\section*{Four-probe resistances from two-probe ones}

Take a conductor with four leads running to reservoirs at voltages $V_m$, with currents $I_m$ counted positive into the sample. In linear dc response
\begin{equation}
I_m=\sum_n G_{mn}V_n ,\qquad \sum_m G_{mn}=\sum_n G_{mn}=0 .
\end{equation}
The sums vanish by charge conservation and because a common shift of all voltages drives no current. In the Landauer--B\"uttiker picture $G_{mn}=-(e^2/h)T_{mn}$ for $m\neq n$, with $T_{mn}$ the transmission from $n$ to $m$ summed over modes and spin. I define $R_{mn,kl}=(V_k-V_l)/I$, where $I$ enters at $m$, leaves at $n$, and every other lead stays attached and draws no net current. The two-probe resistance $R_{ab,ab}$ is meant in the same sense, with the two idle leads floating.

Ground lead 4, invert the remaining $3\times3$ block, and pad the inverse with a zero row and column. Call it $Z$. Then
\begin{equation}
R_{mn,kl}=Z_{km}-Z_{kn}-Z_{lm}+Z_{ln},\qquad
R_{ab,ab}=Z_{aa}+Z_{bb}-Z_{ab}-Z_{ba}.
\end{equation}
Microreversibility gives $G(-B)=G(B)^T$, hence $Z(-B)=Z(B)^T$ and $R_{mn,kl}(-B)=R_{kl,mn}(B)$. The field-symmetric part $R^S=[R(B)+R(-B)]/2$ is therefore built from $Z^S=(Z+Z^T)/2$, and a two-probe resistance contains $Z^S$ alone. In the combination below each diagonal element enters once with each sign, and $2(Z^S_{km}-Z^S_{kn}-Z^S_{lm}+Z^S_{ln})$ remains:
\begin{equation}
2R^S_{mn,kl}=R_{ml,ml}+R_{nk,nk}-R_{mk,mk}-R_{nl,nl}.
\label{eq:id}
\end{equation}
Write $R_{ab}$ for $R_{ab,ab}=R_{ba,ba}$ and apply this three times:
\begin{align}
2R^S_{12,34}&=R_{14}+R_{23}-R_{13}-R_{24},\nonumber\\
2R^S_{13,42}&=R_{12}+R_{34}-R_{14}-R_{23},\nonumber\\
2R^S_{14,23}&=R_{13}+R_{24}-R_{12}-R_{34}.
\end{align}
Every two-probe resistance appears twice with opposite signs, so
\begin{equation}
R^S_{12,34}+R^S_{13,42}+R^S_{14,23}=0 .
\label{eq:cyc}
\end{equation}

\textbf{Question.} Where did phase coherence enter?

Nowhere. I used linearity, the two sum rules and reciprocity. A classical resistor network obeys both results, and so does each single coherent sample with its own impurity configuration. They fail at finite bias beyond linear response. In a magnetic sample the magnetisation must be reversed along with $B$. Without reciprocity the algebra still holds for $[R_{mn,kl}+R_{kl,mn}]/2$ at fixed field, but that quantity is then no longer the field-even part.

\textbf{Question.} And the sum without symmetrising?

Insert the expression for $R_{mn,kl}$ and collect terms. One finds $R_{12,34}+R_{13,42}+R_{14,23}=R_{34,24}-R_{24,34}$, which is odd in $B$ and in general nonzero.

\section*{The gold wire and the estimate by hand}

The sample is an H. A central wire of length $L=1~\mu$m joins node A to node B. Arms of length $a=5~\mu$m run from A to reservoirs 1 and 3, and from B to reservoirs 2 and 4. All wires have a $50\times50$~nm$^2$ section. My inputs are typical values for evaporated gold at about 0.3~K: residual resistivity $2.5~\mu\Omega$\,cm, diffusion constant $D=140$~cm$^2$/s, Fermi velocity $v_F=1.4\times10^6$~m/s, phase-coherence length $L_\phi=5~\mu$m, and a decay length $L_t=0.07~\mu$m for the spin-triplet interference channels. The resistance per length is $r=10~\Omega/\mu$m and the mean free path is $\ell=3D/v_F=30$~nm.

Classically $R_{14}=R_{23}=R_{12}=R_{34}=r(2a+L)=110~\Omega$ and $R_{13}=R_{24}=2ra=100~\Omega$. Equation~(\ref{eq:id}) gives $R_{12,34}=10~\Omega$, $R_{13,42}=0$ and $R_{14,23}=-10~\Omega$, which satisfy Eq.~(\ref{eq:cyc}). I want $\delta R$, the disorder-averaged correction to $R_{12,34}$ at zero field from interference of time-reversed paths.

Here is the estimate. An electron keeps its phase over $L_\phi$, so cut an imagined long wire into pieces of that length, each of $rL_\phi=50~\Omega$. Interference changes the conductance of one coherent piece by about $e^2/h$. Strong spin--orbit scattering in gold makes time-reversed paths interfere destructively on return, so the conductance rises. With $h/e^2\approx25$~k$\Omega$ the relative change is $50/25\,000=2\times10^{-3}$. Voltage probes draw no current, so I ignore them and give the central micron the same relative change:
\begin{equation}
\delta R_{\rm est}\approx-2\times10^{-3}\times10~\Omega=-20~{\rm m}\Omega .
\end{equation}

\section*{The careful calculation}

I take from diffusive weak-localisation theory the correction to the one-dimensional conductivity $\sigma=1/r$,
\begin{equation}
\delta\sigma(x)=\frac{2e^2}{h}\left[C_s(x,x)-3C_t(x,x)\right],\qquad
\left(-\partial_x^2+\kappa^2\right)C(x,x')=\delta(x-x'),
\label{eq:wl}
\end{equation}
with $\kappa=1/L_\phi$ for the singlet Cooperon $C_s$ and $\kappa=1/L_t$ for the three triplet ones. $C(x,x)$ is $D$ times the time-integrated probability density of coherent return. It vanishes at a reservoir, whether that reservoir is driven or floating. At a node it is continuous and the outgoing derivatives sum to zero. In an infinite wire $C=1/2\kappa$, and the singlet gives $\delta\sigma=(e^2/h)L_\phi$, which is exactly what the estimate assumed.

Next we need the weight with which a local change $\delta r(x)=-r^2\delta\sigma(x)$ enters a measurement. For two probes this is simple. At fixed injected current the dissipated power is stationary against redistribution of the current, so $\delta R_{ab}=\int dx\,j_{ab}^2\,\delta r$, where $j_{ab}(x)$ is the classical current in the wire at $x$ per unit current from $a$ to $b$. Superposition gives $j_{ab}=u_a-u_b$, with $u_a$ the pattern from $a$ to a fixed reference lead. Equation~(\ref{eq:id}) holds sample by sample, so it holds for averages, and
\begin{equation}
\tfrac12\left(j_{ml}^2+j_{nk}^2-j_{mk}^2-j_{nl}^2\right)=(u_m-u_n)(u_k-u_l)=j_{mn}\,j_{kl}.
\end{equation}
On the H, $j_{12}j_{34}$ equals 1 on the central wire and 0 on all arms, whatever their lengths. Therefore
\begin{equation}
\delta R=-\frac{2e^2r^2}{h}\,L\left(\bar C_s-3\bar C_t\right),\qquad \frac{2e^2r^2}{h}=7.75~{\rm m}\Omega/\mu{\rm m}^2,
\end{equation}
where the bar averages $C(x,x)$ over the central wire.

The arms survive in the boundary condition. On an arm, at distance $s$ from the node, $C\propto\sinh\kappa(a-s)$, with logarithmic derivative $-\kappa\coth\kappa a$ at the node. Two arms give $C'=\beta\kappa C$ at $x=0$ with $\beta=2\coth\kappa a$, and the mirror condition at $x=L$. The solution obeying the left condition is $f(x)=\cosh\kappa x+\beta\sinh\kappa x$, the right one is $f(L-x)$, and $C(x,x)=f(x)f(L-x)/W$ with Wronskian $W=\kappa[(1+\beta^2)\sinh\kappa L+2\beta\cosh\kappa L]$. The product formulas give
\begin{equation}
f(x)f(L-x)=\frac{1+\beta^2}{2}\cosh\kappa L+\beta\sinh\kappa L+\frac{1-\beta^2}{2}\cosh\kappa(2x-L),
\end{equation}
and the last cosh averages to $\sinh\kappa L/\kappa L$:
\begin{equation}
\bar C=\frac{\frac{1+\beta^2}{2}\cosh\kappa L+\beta\sinh\kappa L+\frac{1-\beta^2}{2}\frac{\sinh\kappa L}{\kappa L}}
{\kappa\left[(1+\beta^2)\sinh\kappa L+2\beta\cosh\kappa L\right]} .
\label{eq:C}
\end{equation}
For $\beta=1$ this is $1/2\kappa$, the infinite wire. For $\beta\to\infty$ it is $(\coth\kappa L-1/\kappa L)/2\kappa$, the wire between two reservoirs.

For the singlet $\kappa L=0.2$, $\kappa a=1$, $\beta=2.626$ and $\bar C_s=1.143~\mu$m. For the triplet $\beta=2$ and $\kappa L\gg1$, where Eq.~(\ref{eq:C}) becomes $\bar C=(1/2\kappa)[1-(\beta-1)/((\beta+1)\kappa L)]$. This gives $\bar C_t=0.0342~\mu$m and $3\bar C_t=0.103~\mu$m. The difference is $1.04~\mu$m. The singlet contributes $-8.9$~m$\Omega$, the triplet $+0.8$~m$\Omega$, and the model's result is
\begin{equation}
\delta R=-8.1~{\rm m}\Omega .
\end{equation}

\textbf{Question.} What would the two-probe measurements themselves show?

We need one arm. Seen from arm 1, node A carries the other arm and the loaded central wire, so the load is
\begin{equation}
\eta=\coth\kappa a+\frac{\sinh\kappa L+\beta\cosh\kappa L}{\cosh\kappa L+\beta\sinh\kappa L}.
\end{equation}
With $x$ measured from the reservoir, the two solutions are $\sinh\kappa x$ and $\cosh\kappa(a-x)+\eta\sinh\kappa(a-x)$, and the same steps give
\begin{equation}
\bar C^{\rm arm}=\frac{\sinh\kappa a+\eta\left(\cosh\kappa a-\sinh\kappa a/\kappa a\right)}{2\kappa\left(\cosh\kappa a+\eta\sinh\kappa a\right)} .
\end{equation}
The singlet has $\eta=3.17$ and $\bar C^{\rm arm}_s=1.111~\mu$m, and $3\bar C^{\rm arm}_t=0.104~\mu$m. Each arm then shifts by $-39.0$~m$\Omega$. So $\delta R_{14}=\delta R_{23}=\delta R_{12}=\delta R_{34}=-86.1$~m$\Omega$ and $\delta R_{13}=\delta R_{24}=-78.0$~m$\Omega$. Equation~(\ref{eq:id}) returns $-8.1$~m$\Omega$ for $R_{12,34}$, zero for $R_{13,42}$ and $+8.1$~m$\Omega$ for $R_{14,23}$. The cyclic sum closes. The route is exact but costly in practice, since 1~m$\Omega$ in $110~\Omega$ is about 1 part in $10^5$.

\section*{Why the two differ by a factor of 2.5}

Remove the assumptions of the estimate one at a time.

\begin{center}
\begin{tabular}{lccc}
step & net $\bar C$ ($\mu$m) & $\delta R$ (m$\Omega$) & factor\\
\hline
hand estimate & & $-20$ & \\
$h/e^2=25.8$ k$\Omega$, $\beta=1$ & 2.5 & $-19.4$ & 0.969\\
nodes, infinite arms, $\beta=2$ & 1.418 & $-11.0$ & 0.567\\
arms ending at $5~\mu$m & 1.143 & $-8.9$ & 0.806\\
triplet subtracted & 1.04 & $-8.1$ & 0.910
\end{tabular}
\end{center}

The factors multiply to 0.403. Rounding $h/e^2$ accounts for little. The largest loss comes from the voltage probes. They carry no net current, and the estimate dropped them on that ground, but a diffusing electron enters them as readily as it enters a current arm. Since $L\ll L_\phi$, the central wire is close to a point from which four wires lead away where the estimate had two. In the limit $L\to0$, Eq.~(\ref{eq:C}) with $\beta=2$ gives $1/4\kappa=1.25~\mu$m, half the infinite-wire value. The table has 1.418 because the central micron itself is a single wire.

The second loss is escape. The reservoirs sit one $L_\phi$ from the nodes and absorb paths that would otherwise still return in phase. For $L_\phi\to\infty$ the two arms at a node act as one wire of length $a/2$. The average of $x(L+a-x)/(L+a)$ over the central part is $[(L+a)^2/4-L^2/12]/(L+a)=1.49~\mu$m. The careful result saturates there, while the estimate grows as $L_\phi$ without bound. The third loss is the triplet, which has the opposite sign and three channels, and survives for loops shorter than $L_t$.

\textbf{Question.} A coherent wire with strong spin--orbit scattering has $\delta G=e^2/3h$. Why not use that?

That is the limit $\beta\to\infty$, $\kappa L\to0$, where $\bar C=L/6$ and $\delta R=-1.3$~m$\Omega$. It treats the nodes as reservoirs and errs the other way. Here $-\delta R/R_{12,34}^2=2.1\,e^2/h$. No bound is broken, because $1/R_{12,34}$ is not the conductance of a piece of metal between reservoirs. The loops that matter extend several microns into the arms.

\textbf{Question.} What has been left out, and how large is it?

Two terms rival the result. The first is the electron--electron interaction correction. With $L_T=\sqrt{\hbar D/k_BT}=0.60~\mu$m at 0.3~K and the long-wire coefficient of about 3, it is $3r^2LL_Te^2/h\approx+7$~m$\Omega$. It hardly depends on weak fields, so a field sweep separates it. A perpendicular field adds to $\kappa^2$ the average of $(2eBy/\hbar)^2$ across the width $w$, namely $(eBw/\hbar)^2/3$, a form that needs $\ell<w$ and is only roughly valid here. This equals $1/L_\phi^2$ at 4.6~mT and $1/L_t^2$ at 0.33~T, so a low-field sweep mainly removes the singlet part.

The second is the sample-specific fluctuation. A coherent piece of $50~\Omega$ fluctuates in conductance by about $(e^2/h)L_T/L_\phi$ after thermal averaging. That sets a resistance scale $r^2L_\phi L_Te^2/h\approx12$~m$\Omega$, times a prefactor of order one that I have not computed. One sample therefore does not show the average cleanly. These fluctuations do not add wire by wire, so $R^S_{13,42}$ is nonzero in a given sample. Equation~(\ref{eq:cyc}) then says that the field-symmetric traces of $R_{12,34}$ and $R_{41,23}=-R_{14,23}$ differ, field by field, by minus that nonlocal trace. This tests the linearity and stability of a measurement.

Smaller items remain. The nodes were treated as points, which is good to about $w/L=0.05$. The triplet length is close to $w$ and $\ell$, so its $0.8$~m$\Omega$ is rough. Replacing the average of $Z$ by the inverse of the averaged $G$ costs a relative $rL_\phi e^2/h\approx2\times10^{-3}$. Dephasing by electron--electron scattering is not a pure exponential in time, so $L_\phi$ is an effective length. Two figures are the most the model supports.

\textbf{Question.} Would a copper interconnect behave the same way?

Equations~(\ref{eq:id}) and (\ref{eq:cyc}) are untouched. Spin--orbit scattering is weaker in copper. Keep the geometry, $r$ and $L_\phi$, and take an approximate $L_t=0.5~\mu$m. Then $3\bar C_t=0.63~\mu$m, the net is $0.51~\mu$m, and the model gives $-4.0$~m$\Omega$. The singlet-only estimate is then too large by a factor of 5, because the triplet cancels more than half of the singlet.

For gold the model's relative correction is $8\times10^{-4}$. Antilocalisation dips of order $10^{-3}$ are typical of clean gold wires of this section below 1~K, but $L_\phi$ and $L_t$ are usually extracted from those very dips, so the match in magnitude is no test of the calculation.